# Each order of perturbation theory buys a factor of about eight

## The decision

Whether to stop at CCSD or pay for triple excitations is settled before the long calculation starts. The cost of CCSD grows roughly as the sixth power of the size of the molecule, that of CCSD(T) as the seventh, and that of full CCSDT as the eighth. To choose, one needs the error that each level leaves behind, at least to within a factor of two. For the molecule treated here, a rough value can be had from one multiplication and a few divisions.

The example is CH₄F, caught while a hydrogen atom passes from methane to fluorine. The hydrogen is already 0.97 Å from fluorine, but still only 1.27 Å from the carbon of the CH₃ group. The geometry is a snapshot and not a relaxed structure.

Ansatz 0.2.0 calculations on CH₄F (neutral, doublet) with Hartree–Fock, perturbation, configuration-interaction, coupled-cluster and multireference methods, all in the cc-pVDZ basis at one fixed geometry with fragments from PBE0/def2-TZVP. The reference level is UCCSDT(Q), the 1s cores of C and F are frozen, and “valence” means an active space of 15 electrons in 12 orbitals.

| level | this level less the reference (UCCSDT(Q), same basis) (meV) |
| --- | --- |
| RHF | 10414.5 |
| UHF | 10221.2 |
| RMP2 | 897.9 |
| UMP2 | 935.5 |
| CISD | 997.4 |
| RCCSD | 207.0 |
| UCCSD | 201.7 |
| RCCSD(T) | 32.6 |
| UCCSD(T) | 32.5 |
| BCCD(T) | 31.3 |
| RCCSDT | 16.5 |
| UCCSDT | 15.9 |
| RCCSDT(Q) | 0.9 |
| CASSCF valence | 7974.2 |
| NEVPT2 valence | 1284.0 |
| MRCISD valence | 565.6 |
| MRCISD+Q valence | 77.2 |

Each entry is the total energy at one level less that of UCCSDT(Q) in the same small basis. R and U mark restricted and unrestricted starting determinants. The errors say how well electron correlation is treated, and nothing about how far the basis is from complete.

## The rule

1. Multiply the number of correlated electrons by 0.7 eV. This is the whole correlation energy, and so the error of Hartree–Fock.
2. Count the steps s that the method climbs above Hartree–Fock: one for MP2, two for CCSD, three for CCSD(T) and for CCSDT.
3. Divide by 8 once for each step.

In one line: error ≈ 0.7 eV × (number of correlated electrons) / 8ˢ.

The steps are orders of perturbation theory. Hartree–Fock is complete through first order, MP2 through second and CCSD through third. CCSD(T) and CCSDT are both complete through fourth. The coupled-cluster methods also contain parts of all higher orders, but the rule assumes that the first incomplete order sets the size of the error. CISD will show below that this assumption can fail.

## Why a step divides the error

Correlation arises because the repulsion between electrons mixes excited configurations into the Hartree–Fock determinant. Call a typical coupling V and a typical excitation energy D. An excited configuration then enters with an amplitude of about V/D. It lowers the energy by about V²/D, which is the second-order term.

Every further order inserts one more coupling and one more division by an excitation energy. It is therefore smaller than the order before by roughly V/D. If that ratio stays similar from order to order, the errors fall by a similar factor at each step. This is an argument about size only: each order is a sum of many terms with both signs, so the 8 should not be read as a measured D/V.

The same counting shows where triple excitations come in. The repulsion acts on two electrons at a time, so it reaches a double excitation in one action and a triple in a second. Two more actions are needed to return to the starting determinant. That makes four couplings, and so triples first lower the energy in fourth order. CCSD leaves them out, which is why it stops at two steps.

## Two rows worked in full

Take RCCSD first. CH₄F has 15 correlated electrons: four from carbon, four from the hydrogens and seven from fluorine. The start is 15 × 0.7 eV = 10.5 eV. Two divisions by 8 leave 164 meV, and the table has 207 meV, so the estimate is about a fifth too low.

Now take RCCSD(T). It is one step higher, so the 164 meV is divided by 8 once more, which gives about 21 meV. The table has 32.6 meV. The estimate is more than a third too low, and this is the poorest result of the rule among the MP2 and coupled-cluster rows up to CCSDT.

Even so, the decision comes out right. Suppose the correlation error of the total energy must stay below 1 kcal/mol, about 43 meV. The rule rejects CCSD by a wide margin and accepts CCSD(T), even if its estimate is raised by a factor of 1.6 for safety. The table agrees on both counts.

## Where the two constants come from

The 0.7 eV per electron is the RHF error divided by 15 and rounded. The Hartree–Fock rows therefore don't test the rule. The constant belongs to this basis, because a larger basis recovers more correlation energy.

The factor of 8 comes from a least-squares fit to four rows: RMP2, RCCSD, RCCSD(T) and RCCSDT. The logarithm of each error, relative to the RHF error, was taken as proportional to s. The fit gives 7.7, and leaving out any one row moves this only between 7.2 and 8.3. Both worked rows were part of the fit, so they illustrate the rule and do not confirm it.

## How good it is

Over the nine MP2 and coupled-cluster rows up to CCSDT, the rule is typically off by a factor of 1.4 and at worst by 1.6. Several of these rows are near copies of each other, differing only in the starting determinant. The real evidence is four levels of theory described by one fitted factor. That is enough to choose a level, but not to correct an energy.

The factor is an average over unequal steps. Going from RHF to RMP2 divides the error by 12, from RMP2 to RCCSD by only 4, and from RCCSD to RCCSD(T) by 6. The rule therefore puts MP2 too high and CCSD too low.

It also gives CCSD(T) and CCSDT the same error, whereas the table has 32.6 and 16.5 meV for the restricted pair. Both contain the leading effect of the triples. CCSDT also lets the triples adjust to the other excitations, which matters only from fifth order on. A count that stops at the first incomplete order can't see this remaining factor of two.

It may seem simpler to count how many electrons a method excites at once. But MP2 and CCSD both rest on double excitations, and their errors differ by a factor of four. Fitted to the same four rows, with (T) counted as half a rank, that simpler count is off by a factor of 4.7 at worst; the fitted count of orders is off by about 1.5 at worst. The rank of the excitations matters, but so does how completely they are allowed to act on one another, and this is what improves from MP2 to CCSD.

## Where it breaks: CISD

CISD uses single and double excitations, as CCSD does, and is also complete through third order. The rule gives both 164 meV. The table has 997 meV for CISD, six times the estimate. Since RCCSD starts from the same determinant, the difference of 997 − 207 = 790 meV shows what is lost by combining the same kinds of excitation in a poorer way.

A simpler system shows the cause. Imagine n hydrogen molecules near their usual bond length, so far apart that they don't feel each other. For a single molecule, CISD and CCSD are both exact, because there are only two electrons to excite. With two molecules, both can be doubly excited at the same moment. That is a fourfold excitation of the whole system: CCSD contains it as a product of two doubles, and CISD leaves it out.

Let w be the small weight of the double excitation in one molecule. To leading order, CISD then loses a fraction (n − 1)w of the correlation energy. The loss per molecule grows with n, although the molecules have nothing to do with each other. CCSD has no such loss.

CH₄F has seven electron pairs and one single electron. If w is assumed to be about one percent, the lost fraction is about 6 percent of 10 eV, or 0.6 eV. This is the order of magnitude of the gap in the table. The analogy ends there: the pairs in CH₄F do interact, and distant two-electron molecules have no triple excitations other than products of smaller ones, so they say nothing about the step from CCSD to CCSD(T).

The comparison also tells what to expect for a larger system. For two copies of CH₄F far apart, with their unpaired spins parallel, the coupled-cluster errors double, just as the rule says. The CISD error more than doubles. The rule should therefore be kept away from truncated configuration interaction, and the more so the larger the molecule.

## Starting from a valence space

The last four rows begin with CASSCF, which treats the valence electrons among the valence orbitals and leaves out the correlation that needs any other orbitals. The natural start for the rule is now the CASSCF error itself, 7974 meV. NEVPT2 adds second-order perturbation theory, which is one step. The rule gives 997 meV and the table 1284 meV, although none of these rows entered the fit.

MRCISD repeats the story of CISD. Two steps give 125 meV, but the error is 566 meV. The +Q correction, which estimates the effect of the omitted products of excitations, brings it down to 77 meV. A CASSCF calculation can settle on a solution that is not the lowest, and this would shift the starting value, so these rows support the rule less firmly than the coupled-cluster rows do.

## Limits of the range

Both constants come from one molecule in one small basis. For other molecules the rule is a first guess that this table doesn't test.

The rule also needs one dominant determinant. That holds here: the largest amplitude of a double excitation in the coupled-cluster runs is only about 0.03. When a bond is pulled apart, some excitation energies D become small and V/D grows. The orders then no longer shrink by a steady factor, and dividing by 8 promises far too much.

The rule also should not be carried to a fourth step by means of the RCCSDT(Q) row. Its 0.9 meV compares one level with itself from two different starting determinants, so it isn't the error of that level. Four divisions would suggest that the reference itself is still wrong by a few meV. That is an untested extrapolation, but it is a good reason not to interpret differences of this size.

Finally, these are errors of a total energy at one geometry. A reaction barrier is a difference between two such energies, and much of the error is common to both. The rule tells which level treats the correlation of a molecule well, and it gives no error for the barrier.
